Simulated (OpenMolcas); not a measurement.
**HfH2Cl2O2 (SMILES Cl[Hf](Cl)(O)O): methods side by side**

HfH2Cl2O2 has 7 atoms, charge 0, and is taken as a singlet. As SMILES, `Cl[Hf](Cl)(O)O`. The shape is that of a PBE0-D4/def2-TZVP optimisation. This is one conformer, not always the lowest.

Each level gives the HOMO–LUMO gap (eV). The values are calculated.

| level | kind | program | value (eV) |
| --- | --- | --- | --- |
| HF/def2-SVP (core potential) | Hartree–Fock | OpenMolcas | 14.26 |
| BLYP/def2-SVP (core potential) | GGA | OpenMolcas | 5.99 |
| PBE/def2-SVP (core potential) | GGA | OpenMolcas | 6.04 |
| M06-L/def2-SVP (core potential) | meta-GGA | OpenMolcas | 6.61 |
| r2SCAN/def2-SVP (core potential) | meta-GGA | OpenMolcas | 6.62 |
| B3LYP/def2-SVP (core potential) | global hybrid | OpenMolcas | 7.79 |
| BHLYP/def2-SVP (core potential) | global hybrid | OpenMolcas | 10.42 |
| PBE0/def2-SVP (core potential) | global hybrid | OpenMolcas | 8.30 |

The values span 5.99 to 14.26 eV. Orbital gaps aren't excitation energies; they tend to grow with the share of exact exchange.

Every level leaves a wide gap between filled and empty orbitals, as expected for tetravalent hafnium with a formally empty 5d shell. The HOMO is probably a chlorine 3p lone-pair combination, with oxygen 2p levels lying deeper because oxygen is more electronegative, while the LUMO should be mainly Hf 5d. The gap would then separate ligand from metal levels, and π donation from chloride and hydroxide into the empty d orbitals would help to widen it by pushing the metal-based levels up.

The two GGAs nearly coincide, at 5.99 and 6.04 eV, as do the two meta-GGAs, whereas the hybrids spread from 7.79 to 10.42 eV, probably because nonlocal exchange lowers the occupied levels while leaving the empty ones without a comparable stabilisation. The qualitative picture of a wide-gap d⁰ molecule is therefore secure, but no single value for the gap is. Nor do the gaps alone show whether the LUMO is a bound valence level, a point that matters most for the Hartree–Fock value.
